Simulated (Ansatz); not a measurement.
A series in volume scale on CdF2

Results calculated with Ansatz 0.2.0, not measured. Free energy against uniform scaling of the volume at fixed shape and fractions; periodic cell, basis, potentials, k mesh and filling as listed.

The cell before it is scaled or strained (space group Fm-3m, No. 225):
```
cell vectors (Å)
   0.0000     2.6940     2.6940
   2.6940     0.0000     2.6940
   2.6940     2.6940     0.0000
atoms (fractions of the cell vectors)
Cd  0.00000  0.00000  0.00000
F   0.25000  0.25000  0.25000
F   0.75000  0.75000  0.75000
```

Settings of every row: functional RPBE; dispersion none; potentials PAW; wave cutoff 544.23 eV; density cutoff 2176.9 eV; k mesh 6x6x6; k shift 0x0x0; occupations fermi dirac; smearing width 0.3 eV; spin none.

Limits: wide smearing.

```
row  volume scale  V (Å³/atom)  pressure (GPa)  energy above lowest point (meV/atom)
  1          0.88       11.471           31.47                                 232.6
  2          0.92       11.992            22.8                                 144.8
  3          0.96       12.513               ?                                     ?
  4             1       13.035           10.26                                  40.2
  5          1.04       13.556            5.75                                  14.4
  6          1.08       14.077            2.09                                   1.8
  7          1.12       14.599           -0.86                                     0
```

Question: what pressure and energy above lowest point should row 3 give?

Worked fit of pressure. Take u = (V_r/V)^(2/3) − 1 with V_r = 13.296 Å³ an atom, which is twice the finite (Eulerian) strain; such expansions in the strain, on which the Birch-Murnaghan equation of state is built, carry the rest volume and the bulk modulus. The shown rows have u = 0.10343, 0.07124, 0.0133, -0.01283, -0.03734, -0.06042. Least squares give pressure = 7.878 + 172.229 × u + 486.99 × u² + 512.7 × u³ GPa; a parabola predicts inner rows, each left out in turn, worse (root mean square 0.09 against 0.014 GPa). The rows lie off it by 0.00, 0.00, 0.00, 0.00, -0.01, 0.00. The pressure vanishes at u = -0.0533, or V = 14.44 Å³ an atom, and there the bulk modulus at fixed shape and fractions is B = −V dP/dV = (2/3)(1 + u) dP/du = 78.7 GPa. The withheld row has u = 0.04129, so the fit gives 7.878 + 172.229 × (0.04129) + 486.99 × (0.04129)² + 512.7 × (0.04129)³ = 15.86 GPa.

The calculation gave 15.85 GPa. The fit lies 0.01 GPa (0.031 % of the column's range) above it, one unit of the last digit.

Worked fit of energy above lowest point. Take u = (V_r/V)^(2/3) − 1 with V_r = 13.296 Å³ an atom, which is twice the finite (Eulerian) strain; such expansions in the strain, on which the Birch-Murnaghan equation of state is built, carry the rest volume and the bulk modulus. The shown rows have u = 0.10343, 0.07124, 0.0133, -0.01283, -0.03734, -0.06042. Least squares give energy above lowest point = 25.43 + 980.68 × u + 9489.5 × u² + 3805 × u³ meV/atom; a parabola predicts inner rows, each left out in turn, worse (root mean square 0.66 against 0.094 meV/atom). All shown rows lie on it to the printed digit. Its lowest point lies at u = -0.0534, or V = 14.44 Å³ an atom, and the curvature there gives the bulk modulus at fixed shape and fractions, B = (4/9)(1 + u)² E″(u)/V = 78.5 GPa. The withheld row has u = 0.04129, so the fit gives 25.43 + 980.68 × (0.04129) + 9489.5 × (0.04129)² + 3805 × (0.04129)³ = 82.4 meV/atom.

The calculation gave 82.3 meV/atom. The fit lies 0.1 meV/atom (0.043 % of the column's range) above it, one unit of the last digit.
